How the NaI jump amplitude responds to a change: Stokes constant and error-function switching

The question. A NaI wave packet moves outward through the ionic–covalent avoided crossing on one adiabatic curve. How large is the amplitude that reaches the other curve, how fast does it appear, and how do both respond when one ingredient is changed? Atomic units (ħ = mₑ = e = 4πε₀ = 1) are used, with conversion at the end. At each "Predict", commit to an answer before reading on.

1. The model

The nuclei move as R = Rc + vt, and the electronic Hamiltonian is H = Zσz + Xσx, with eigenvalues ±E, E² = X² + Z². The covalent curve is taken flat and the ionic one as −1/R plus a constant, so Rc = 1/(IE − EA) and the slope difference is 1/Rc². Linearising gives Z = αt/2 with α = v/Rc², and X = Δ.

Inputs, all approximate: IE(Na) = 5.139 eV, EA(I) = 3.059 eV, Δ = 0.055 eV, masses 22.990 u and 126.904 u. The kinetic energy K at Rc is chosen as 1.00 eV. Then Rc = 13.08, Δ = 2.02×10⁻³, reduced mass 3.548×10⁴, v = 1.439×10⁻³, α = 8.41×10⁻⁶.

In the eigenbasis of σy, H is off-diagonal: i da/dt = (Z − iX)b, i db/dt = (Z + iX)a. Eliminating a gives b″ = b′ (d/dt)ln(Z + iX) − E²b. At a complex zero of Z − iX the logarithm is regular, and a zero of order n is a WKB turning point of order n. Here n = 1, at t = i·tc, tc = 2Δ/α.

Define w(t) = 2∫₀ᵗE dt′ and w_c, its value at the zero. The two WKB exponents are ±iw/2; measured from the turning point their difference is F = i(w − w_c). On the real axis F = A + iB with A = Im w_c constant and B = w(t) − Re w_c. The occupied lower state, exp(F/2), is dominant, and the other state is born on the Stokes line B = 0. For the linear model A = 2∫₀^tc √(Δ² − α²s²/4) ds = πΔ²/α and Re w_c = 0.

2. The Stokes constant

Near the turning point the equation is y″ = zⁿy. Predict: can the strength of the newborn exponential depend on Δ or v?

It cannot, since both have been scaled away. Let λ = exp[2πi/(n+2)]. The map y(z) → y(λz) preserves the equation. All solutions are single-valued, spanned by a series in z^(n+2) and z times such a series, on which the map has eigenvalues 1 and λ. Every solution therefore obeys
f(λz) = (1 + λ)f(z) − λf(z/λ).
Take f ~ z^(−n/4)e^(−ζ), ζ = 2z^((n+2)/2)/(n+2), and 0 < arg ζ < π/2. The rotation adds π to arg ζ, so λz lies beyond the Stokes line arg ζ = π, while z and z/λ have crossed none. Inserting the WKB forms on the right and using −λ^(1+n/2) = 1,
f(λz) ≈ (λz)^(−n/4)[e^(ζ) + (1 + λ)λ^(n/4)e^(−ζ)].
Since 1 + λ = 2λ^(1/2)cos[π/(n+2)] and λ^(1/2+n/4) = i, the constant for anticlockwise crossing is iC with C = 2cos[π/(n+2)]. For n = 1 it equals i. The final amplitude has modulus C·exp(−A), and P = exp(−2πΔ²/α) is the Landau–Zener formula, exact for the linear model.

3. The smoothing

The late terms of the dominant series are (C/2π)(r−1)!/F^r. Keeping r ≤ m defines the m-th superadiabatic basis. Write (r−1)! = ∫₀^∞ e^(−s)s^(r−1)ds, sum the geometric series over r > m, and put s = Fx. The remainder is iC·e^(−F)·S, with
S = (e^F/2πi)∫₀^∞ e^(−Fx)x^m/(1 − x) dx,
the path passing above x = 1. Differentiating cancels the pole:
dS/dB = e^F m!/(2πF^(m+1)).
Predict: which m makes S rise most quietly?

The phase of this rate is B − (m+1)arctan(B/A), which is nearly flat at m ≈ A, where the terms are smallest. There Stirling's formula gives dS/dB ≈ exp(−B²/2A)/√(2πA), so
S ≈ ½erfc(−σ), σ = Im F/√(2 Re F),
the result of Berry (1989; applied to transition histories in 1990). Carrying the expansion of the integral one order further adds i[m − A + (1 − 2σ²)/3]·g·exp(−σ²), where g = 1/√(2πA). The complex-conjugate zero gives a rate of equal modulus but phase near 2B, which integrates to a passing ripple of size (g/2)exp(−σ²).

Define the switching time τ = 1/(dσ/dt) at the centre. With dB/dt = 2Δ, τ = √(2A)/(2Δ) = √(π/2α), and the switching length is ℓ = vτ = Rc√(πv/2).

4. The baseline and its limits

A = 1.53, amplitude 0.217, P = 0.047. The zero lies xc = v·tc = 0.69 off the real R axis, tc = 481, τ = 432, ℓ = 0.62. Between σ = −1 and +1, S goes from 0.08 to 0.92.

A is small, so the shape is rough: g = 0.32, the ripple is 0.16, and the optimum m is 1 or 2, where the late-term formula is only barely late. Also τ/tc = π/√(8A) = 0.90, so B is not linear in t; with B = Δ·tc[y√(1+y²) + arsinh y], y = t/tc, σ = 1 is reached at t = 392. Times and lengths are therefore quoted to two figures from here on. The end value is firmer. With ρ = xc/Rc = 0.053 and η = Δ/K = 0.055, replacing w by the radial action difference of the two curves and keeping the full 1/R changes A by the fraction −3ρ²/4 − ρη/4 = −0.003; the η² terms cancel because one diabat is flat.

5. Change one: slower passage, K = 0.25 eV

Predict the direction for P, τ and ℓ.

Reasoning: v halves and A ∝ 1/v doubles, so P is squared. τ ∝ v^(−1/2) grows, but more slowly than the time to cover a fixed distance, so ℓ ∝ v^(1/2) shrinks. The switch is longer in time and sharper in space.

Calculation: A = 3.05, P = 0.0022, smaller by a factor 21; τ grows by 1.41; ℓ = 0.44; g falls to 0.23. The neglected fraction of A is −0.005.

6. Change two: coupling 10 % larger

Predict: a wider gap runs the phase B faster. Does the switch become quicker?

Reasoning: the rate 2Δ rises by 10 %, but the window √(2A) ∝ Δ widens by the same 10 %. τ and ℓ do not move. P falls, with δln P ≈ −4A·δΔ/Δ = −0.61.

Calculation: A = 1.85, P = 0.025, a ratio of 0.53 (δln P = −0.64).

7. Change three: the coupling decays with distance

Let X = Δ·exp(−κx), x = R − Rc, with κ = 0.4 as an approximate input, and ε = κxc = 0.277. Predict which quantity is odd in κ and which is even.

Reasoning: reversing x reverses κ, so the centre shift is odd and A is even. The narrowest gap moves outward, where the coupling is weaker, so the centre moves outward and A falls.

Calculation: with y = x/xc and s = Z/X = y·exp(εy), the zero stays at s = i, and w_c = 2Δ·tc∫₀ⁱ√(1+s²)·exp(−εy)(dy/ds)ds. Inverting s(y) gives exp(−εy)dy/ds = 1 − 3εs + 8ε²s² − (125/6)ε³s³ + 54ε⁴s⁴ − …. Even powers feed A: the ratio to baseline is 1 − 2ε² + (27/4)ε⁴ − …, whose first corrections are −0.153 and +0.040; the full integral gives 0.88. Then A = 1.34 and P = 0.069. Odd powers feed Re w_c: the leading shift is εxc = 0.19, and solving w(t) = Re w_c in full gives 0.16, about a quarter of ℓ. τ changes only by a factor 0.97. The zero is still simple, so C = 1; the next order in ħ, Im∫θ′²/(4E)dt with tan θ = X/Z taken round the pair of zeros, vanishes through ε⁴.

Here terms harmless before now matter. The curvature of 1/R and the acceleration couple to the slope and add +3ερ = 0.044 and +εη/2 = 0.008 to the ratio at leading order, raising it to about 0.93 and giving P ≈ 0.06. The supported statement is that A falls by roughly a tenth and P rises from 0.047 to between about 0.06 and 0.07.

8. Change four: ⁷Li for Na at the same K

Inputs, approximate: IE(Li) = 5.392 eV, mass 7.016 u, and the same decay law for the coupling. Predict the sign for A. Three factors compete, since A = πΔ²Rc²/v.

Reasoning: the lighter atom is faster, and the higher IE pulls Rc inward where the ionic curve is steeper; both reduce A. The shorter Rc raises Δ exponentially. τ contains no Δ, so it must shorten.

Calculation: Rc = 11.66, inward by 1.42. The Rc² factor is 0.795 and the 1/v factor 0.584, together 0.465. The coupling grows by 1.76 to 0.097 eV, a factor 3.11 in A. The net factor is 1.45, so A = 2.2 and P = 0.012. The coupling wins only if κ exceeds 0.27. The slope effect of section 7 is larger here, ε = 0.39, with ratio about 0.8 against 0.88; including it for both molecules, without the cross terms, lowers the net factor to 1.3 and compares P = 0.03 with 0.069. So P falls by a factor between about 2 and 4, conditional on κ. τ shrinks by √0.465 = 0.68, while ℓ grows by 1.17 to 0.73.

9. Change five: one order more or less in the basis

Predict: does P depend on m?

Reasoning: all the bases coincide far from the crossing, so the end value cannot change; only the history can. Indeed the rate in section 3, integrated over all B by the residue at F = 0, gives S(∞) = 1 for every m.

Calculation: integrating by parts, S_m − S_(m−1) = (i/2π)e^F(m−1)!/F^m, a bump in quadrature that peaks on the Stokes line. At the centre, going from m = 1 to 2 adds 0.31i, near the estimate g = 0.32; going from m = 1 to the adiabatic basis m = 0 subtracts 0.48i. For m = 1 the expansion puts the quadrature part at the centre at −0.06, against the real part ½. These values come from the one-zero late-term form and share its roughness.

10. Change six: a double turning point

Suppose the diabatic gap were shaped so that two zeros merge, with A held fixed. An example is Z = t³ + 3t, X = 2 in scaled units, where Z − iX = (t − i)²(t + 2i). Predict: two simple zeros in phase would give 1 + 1 = 2. Is that the prefactor?

Reasoning: adding unit constants requires the zeros to be far apart in F, which fails on merging. The single-valuedness argument must be run with n = 2, and C = 2cos[π/(n+2)] stays below 2 for every finite n.

Calculation: C = 2cos(π/4) = 1.41, so P doubles, to 0.094 at the baseline A, while S(σ) keeps its form. This is a large-A statement, and the example has a further simple zero of E² at t = 2i whose contribution is exponentially smaller. The model ionic curve cannot do this: with constant X a double zero needs dZ/dR = 0, and 1/R² vanishes at no finite R.

11. Results in laboratory units

The baseline has Rc = 6.92 Å and v = 0.031 Å/fs.

case: A, P, τ (fs), ℓ (Å)
baseline: 1.53, 0.047, 10, 0.33
K = 0.25 eV: 3.05, 0.0022, 15, 0.23
Δ + 10 %: 1.85, 0.025, 10, 0.33
κ = 0.4, linear diabats: 1.34, 0.069, 10, 0.32, centre 0.09 Å outward
LiI, local coupling: 2.2, 0.012, 7.1, 0.38

The height of the step is C·exp(−A), with C fixed by the order of the zero; at constant coupling its duration √(π/2α) depends on speed and slope alone; and the order of the basis alters the path but not the end.